**ZnO in r2SCAN: a dielectric constant that is too high**

The electronic dielectric constant ε measures how strongly the electrons of a crystal screen an electric field while the nuclei stay fixed. It governs the refractive index in the transparent range, and it is smaller than the static constant of a capacitor, to which the moving ions also contribute. Here it comes from the linear response of wurtzite ZnO to a uniform field, with the semilocal functional r2SCAN, at nine volumes of nearly the same shape. The column xx is for a field across the hexagonal axis. The column zz, along the axis, runs 0.06 to 0.07 higher and follows the same course.

Ansatz 0.2.0, r2SCAN with PAW potentials, for wurtzite ZnO: plane-wave cutoff 500 eV, 9×9×4 k mesh, fixed occupations, no spin polarisation or spin-orbit coupling. The ions were relaxed with r2SCAN at each volume, then held fixed for the linear response to a uniform electric field; xx is across the hexagonal axis and zz along it.

```csv
volume (Å³/atom),c/a,shortest distance (Å),electronic dielectric xx,electronic dielectric zz
10.448,1.6106,1.892,4.167,4.229
10.778,1.6106,1.911,4.206,4.268
11.115,1.6106,1.931,4.249,4.312
11.459,1.6106,1.951,4.298,4.359
11.809,1.6107,1.970,4.350,4.412
12.167,1.6106,1.990,4.409,4.474
12.532,1.6107,2.010,4.472,4.538
12.904,1.6106,2.029,4.542,4.609
13.284,1.6106,2.049,4.617,4.686
```

**What goes wrong.** The row at 11.809 Å³/atom has the lowest energy, and its volume is within about 2% of the rough measured one, 12 Å³/atom. The size of the cell is therefore good, but the response is not. The computed xx is 4.35, against a rough recalled measured value of 3.7, which is an excess of nearly a fifth. For optics this means a refractive index of √4.35 ≈ 2.1 in place of √3.7 ≈ 1.9.

**How to recognise it.** The band gap of the same calculation gives the fault away without any precise measurement. It is 1.24 eV, which corresponds to light of about 1000 nm, in the near infrared. A crystal with that gap would absorb the whole visible spectrum and look black, whereas pure ZnO is colourless. The real gap is roughly 3.4 eV, so the calculation finds little more than a third of it.

**Why a better cell is no cure.** The stated numerical errors of ε are at most 0.021, about thirty times smaller than the excess. All rows share one k mesh, however, and with a small direct gap ε is expected to converge slowly with the mesh, so these rows do not show how much of the excess a denser mesh would change. Compression does lower ε, but even the row at 10.448 Å³/atom, reached only above 20 GPa, keeps an excess of almost 0.5. Real ZnO would by then prefer the rocksalt structure. Spin-orbit coupling is weak in ZnO, and lattice vibrations narrow the real gap, so leaving them out does not explain a computed gap that is too small. The functional remains as the likely main source, with the share of the mesh in ε left open.

**Why the functional does this.** A field polarises the electrons by mixing a little of the empty states into the filled ones, and the mixing is easier the less energy separates them. Semilocal functionals place the empty states too close to the filled ones, because they largely lack the jump in potential that an added electron should feel. ZnO suffers more than most oxides. Each electron in the compact Zn 3d shell partly repels itself, so the shell lies too high in energy and pushes up the oxygen 2p states at the top of the valence band. This is the accepted explanation for ZnO; the table shows its consequences, not the position of the 3d shell.

**Why ε suffers less than the gap.** The gap is too small by almost two thirds, yet ε is too high by only about 18%. Even ε − 1, which leaves out the 1 of empty space, is too high by only about 24%. The gap belongs to one pair of states at the band edge, while ε adds up transitions from all filled bands, most of which need far more energy. For these, an error of about 2 eV is a modest fraction. The few cheap transitions near the band edge weigh far more than their number, and much of the excess is expected to come from them. Theory names a second reason: semilocal functionals also largely lack the long-range attraction between an excited electron and the hole it leaves, which would raise ε. The two errors therefore partly cancel.

**What the volume trend adds.** Suppose that each atom kept its response to the average field in the crystal and expansion merely diluted the atoms. Then V(ε − 1), with V the volume per atom, would stay constant. Taking the constant from the smallest cell, the largest should have ε = 1 + 10.448 × (4.167 − 1)/13.284 ≈ 3.5. The calculation gives 4.6, so the simple picture fails even in the direction of the change. Stretching the bonds makes each atom easier to polarise, and this outweighs the dilution.

The gap falls by a quarter over the same range, which fits the idea that excitations become cheaper as the bonds lengthen. Its fall of 0.36 eV is small against the energy of most transitions that make up ε, but it matters near the band edge: for a given momentum matrix element, a transition contributes as the inverse cube of its energy. The shrinking gap is therefore expected to carry a sizeable part of the rise, and higher transitions that also become cheaper the rest; these rows do not separate the two. For a related crystal the test is the same: ε rises on expansion only if the response per atom grows faster than the volume. The direction found here is well resolved against the stated errors. Its steepness is less safe, since it rests on excitation energies that are themselves wrong and on one k mesh whose error is expected to grow as the gap shrinks, and these rows do not test by how much.

**What to do.** Compare the computed gap with the colour of the material before using a computed ε. A mismatch exposes the fault, but a match proves little: in a colourless crystal, a computed gap beyond the visible range can still be far too small. For ZnO, keep the r2SCAN structure, but take the optical constants from measurement or from a method that opens the gap and includes the electron-hole attraction. Correcting the gap alone would remove one of two opposing errors and could push ε too low. Do not compress the cell to bring ε down, because that spoils a good volume and still leaves most of the excess. The printed output below lists the gaps and the dilution estimate for each volume.

Numerical output:

```
Gap and dielectric constant by volume:
     row  gap in eV  computed xx  xx if response per cell were fixed  zz minus xx
  10.448      1.413        4.167                               4.167        0.062
  10.778      1.369        4.206                                4.07        0.062
  11.115      1.326        4.249                               3.977        0.063
  11.459      1.282        4.298                               3.888        0.061
  11.809      1.238         4.35                               3.802        0.062
  12.167      1.193        4.409                                3.72        0.065
  12.532      1.147        4.472                                3.64        0.066
  12.904      1.101        4.542                               3.564        0.067
  13.284      1.054        4.617                               3.491        0.069
Volume of the lowest-energy row in A^3 per atom: 11.81
Its deviation from the rough measured volume in %: -1.592
Gap of the lowest-energy row in eV: 1.238
Wavelength of that gap in nm: 1002
Gap missing against the rough measured value in eV: 2.162
Computed gap as % of the rough measured value: 36.4
Dielectric xx of the lowest-energy row: 4.35
Excess of xx over the rough measured value: 0.65
Excess of xx in %: 17.57
Excess of xx minus one in %: 24.07
Largest stated error of the dielectric constant: 0.021
Excess of xx still left at the smallest volume: 0.467
Gap still missing at the smallest volume in eV: 1.987
Mean pressure between the two smallest volumes in GPa: 20.3
Change of gap over the whole volume range in eV: -0.359
Change of gap over the whole range in %: -25.41
Rise of volume over the range in %: 27.14
Rise of xx over the range: 0.45
Rise of response per cell over the range in %: 45.21
Change of zz minus xx over the range: 0.008
```
